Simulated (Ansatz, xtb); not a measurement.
## C4H8N2Si: which of two isomers lies lower

Structure I: `Cc1cn([SiH3])cn1`, a singlet. Structure II: `Cc1cncn1[SiH3]`, a singlet. Both are isolated molecules in the gas phase, relaxed with r2SCAN-D4/def2-SVP.

Quicker runs give these differences E(II) − E(I): GFN2-xTB −1.48 kJ/mol; HF/STO-3G −1.85 kJ/mol (at GFN2-xTB geometries); r2SCAN-D4/def2-SVP//GFN2-xTB +1.47 kJ/mol.

**Question.** Which of the two would you expect CCSD(T)/def2-SVP + ΔMP2/def2-TZVPP electronic energies to favour?

**Answer.** Too close to call at this level: CCSD(T)/def2-SVP + ΔMP2/def2-TZVPP gives E(II) − E(I) = +1.88 kJ/mol.

The same difference at several levels:

| level | geometry | E(II) − E(I) (kJ/mol) | departure from the last row (kJ/mol) | job, with rough time for the two |
| --- | --- | --- | --- | --- |
| GFN2-xTB | GFN2-xTB | −1.48 | −3.36 | optimisation, 0.91 s |
| HF/STO-3G | GFN2-xTB | −1.85 | −3.73 | single point, 3.7 s |
| r2SCAN-D4/def2-SVP//GFN2-xTB | GFN2-xTB | +1.47 | −0.40 | single point, 15 s |
| r2SCAN-D4/def2-SVP | r2SCAN-D4/def2-SVP | +0.94 | −0.94 | optimisation, 2.3 min |
| HF/def2-SVP | r2SCAN-D4/def2-SVP | +4.74 | +2.87 | part of the CCSD(T) run |
| MP2/def2-SVP | r2SCAN-D4/def2-SVP | +1.45 | −0.43 | part of the CCSD(T) run |
| CCSD(T)/def2-SVP | r2SCAN-D4/def2-SVP | +1.75 | −0.13 | single point |
| CCSD(T)/def2-SVP + ΔMP2/def2-TZVPP | r2SCAN-D4/def2-SVP | +1.88 |  | single point, 3.7 min |

As drawn, both hold the same kinds of bond in the same numbers.

The largest departure from CCSD(T)/def2-SVP + ΔMP2/def2-TZVPP is that of HF/STO-3G, 3.73 kJ/mol. The last row adds to CCSD(T) the change of the MP2 difference between the two basis sets, here +0.13 kJ/mol.

With thermal terms from frequencies at re-optimised GFN2-xTB minima (ideal gas, soft modes damped towards free rotors, one conformer each, 298.15 K, 1 atm): on the last row, ΔE + ΔZPE = +2.84, ΔH = +2.14, ΔG = +4.63 kJ/mol.

The correlated steps freeze 11 core orbitals. Codes used: Ansatz 0.2.0, xtb 6.7.1; the last row on 2 threads of Intel(R) Xeon(R) Processor @ 2.50GHz (Skylake/Cascade Lake) on a shared host.

The isomers are the 4-methyl (I) and 5-methyl (II) forms of N-silylimidazole, so the comparison is between placing the methyl group away from the silyl-bearing nitrogen or beside it. Their near-degeneracy is reasonable: the aromatic ring is the same in both, and the long Si–N bond eases the crowding in II. Hartree–Fock in the def2-SVP basis favours I by 4.74 kJ/mol, but MP2 reduces this to 1.45 kJ/mol and CCSD(T) leaves it close to that value. Correlation therefore favours II, probably in part through dispersion attraction between the neighbouring methyl and silyl groups. The opposite sign from HF/STO-3G probably reflects its minimal basis, which describes polarisation and close contacts poorly.

The free-energy difference of +4.63 kJ/mol exceeds the enthalpy difference, so entropy also favours I. This suggests stiffer methyl and silyl torsions in the crowded isomer. The electronic energies support near-degeneracy rather than a firm ordering, and they say nothing about how readily the silyl group migrates between the nitrogens.
